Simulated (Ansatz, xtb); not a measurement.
Relative energy of two isomers of H5NOSi2

We compare X, `O[Si]N[SiH3]`, a singlet, with Y, `N[Si]O[SiH3]`, a singlet. Both are isolated molecules in the gas phase, relaxed with B3LYP-D3(BJ)/def2-SVP; the shapes shown needn't be the lowest conformers.

X (Å):

```yaml
atoms:
  - { symbol: N, position_ang: [0.4869, -0.3669, 0.0784] }
  - { symbol: O, position_ang: [2.5750, -1.6528, -0.9882] }
  - { symbol: Si, position_ang: [1.2314, -1.9540, -0.0317] }
  - { symbol: Si, position_ang: [-0.9860, 0.0312, 0.9523] }
  - { symbol: H, position_ang: [2.7855, -0.7750, -1.3362] }
  - { symbol: H, position_ang: [0.9277, 0.4226, -0.4001] }
  - { symbol: H, position_ang: [-1.4756, -1.2287, 1.5741] }
  - { symbol: H, position_ang: [-2.0321, 0.5791, 0.0389] }
  - { symbol: H, position_ang: [-0.7327, 1.0492, 2.0147] }
```

Y (Å):

```yaml
atoms:
  - { symbol: N, position_ang: [-4.5073, -0.4636, 0.0174] }
  - { symbol: O, position_ang: [-2.1067, -1.3978, 0.5281] }
  - { symbol: Si, position_ang: [-3.6071, -1.2404, 1.2719] }
  - { symbol: Si, position_ang: [-1.0332, -1.2199, -0.7235] }
  - { symbol: H, position_ang: [-4.1684, -0.1961, -0.9056] }
  - { symbol: H, position_ang: [-5.4859, -0.2185, 0.1470] }
  - { symbol: H, position_ang: [0.1195, -0.3859, -0.2824] }
  - { symbol: H, position_ang: [-0.5400, -2.5571, -1.1567] }
  - { symbol: H, position_ang: [-1.6827, -0.5511, -1.8944] }
```

Quicker runs give these differences E(Y) − E(X): GFN2-xTB −20.0 kcal/mol; HF/STO-3G −4.1 kcal/mol (at GFN2-xTB geometries); r2SCAN-D4/def2-SVP −12.9 kcal/mol (at GFN2-xTB geometries).

Question: Estimate E(Y) − E(X) at the level CCSD(T)/def2-SVP + ΔMP2/def2-TZVPP.

Answer: Calculated at CCSD(T)/def2-SVP + ΔMP2/def2-TZVPP: E(Y) − E(X) = −12.6 kcal/mol, so structure Y lies lower.

The same difference at several levels:

| level | geometry | E(Y) − E(X) (kcal/mol) | departure from the last row (kcal/mol) | job, with rough time for the two |
| --- | --- | --- | --- | --- |
| GFN2-xTB | GFN2-xTB | −20.0 | −7.4 | optimisation, 0.37 s |
| HF/STO-3G | GFN2-xTB | −4.1 | +8.5 | single point, 0.42 s |
| r2SCAN-D4/def2-SVP | GFN2-xTB | −12.9 | −0.3 | single point, 4.8 s |
| B3LYP-D3(BJ)/def2-SVP | B3LYP-D3(BJ)/def2-SVP | −13.0 | −0.4 | optimisation, 99 s |
| HF/def2-SVP | B3LYP-D3(BJ)/def2-SVP | −15.0 | −2.4 | part of the CCSD(T) run |
| MP2/def2-SVP | B3LYP-D3(BJ)/def2-SVP | −12.4 | +0.2 | part of the CCSD(T) run |
| CCSD(T)/def2-SVP | B3LYP-D3(BJ)/def2-SVP | −12.4 | +0.2 | single point |
| CCSD(T)/def2-SVP + ΔMP2/def2-TZVPP | B3LYP-D3(BJ)/def2-SVP | −12.6 |  | single point, 24 s |

As drawn, Y has 1 O–Si, 1 N–H in place of 1 N–Si, 1 O–H.

None of the levels shown reverses the order. The largest departure from CCSD(T)/def2-SVP + ΔMP2/def2-TZVPP is that of HF/STO-3G, 8.5 kcal/mol. The last row adds to CCSD(T) the change of the MP2 difference between the two basis sets, here −0.2 kcal/mol.

With harmonic frequencies from B3LYP-D3(BJ)/def2-SVP (ideal gas, rigid rotor, one conformer each, 298.15 K, 1 atm): on the last row, ΔE + ΔZPE = −12.3 kcal/mol. A mode under 50 cm⁻¹ makes harmonic enthalpies and free energies unreliable, so none is given.

The correlated steps freeze 12 core orbitals. Run with Ansatz 0.2.0, xtb 6.7.1; the last row on 2 threads of Arm Neoverse N1 on a shared host.

Y is favoured by 12.6 kcal/mol, mainly because moving the silyl group from nitrogen to oxygen trades a Si–N bond for a stronger Si–O bond. That gain outweighs the cost of replacing an O–H bond with a weaker N–H bond, the same balance that drives hydrolysis of silazanes towards siloxanes. Both isomers are silylenes with one nitrogen and one oxygen donor on the divalent silicon, so π donation into its empty 3p orbital should largely cancel. What remains probably also favours Y, whose amino lone pair serves the silylene centre alone, whereas in X the nitrogen is shared with the silyl group.

Hartree–Fock overshoots the preference in def2-SVP but badly undershoots it in STO-3G, so the minimal-basis error stems chiefly from poor description of the polar Si–O and Si–N bonds, not from missing correlation. The ordering concerns silyl placement between two silylenes; it doesn't show that either is more stable than isomers with only tetravalent silicon.
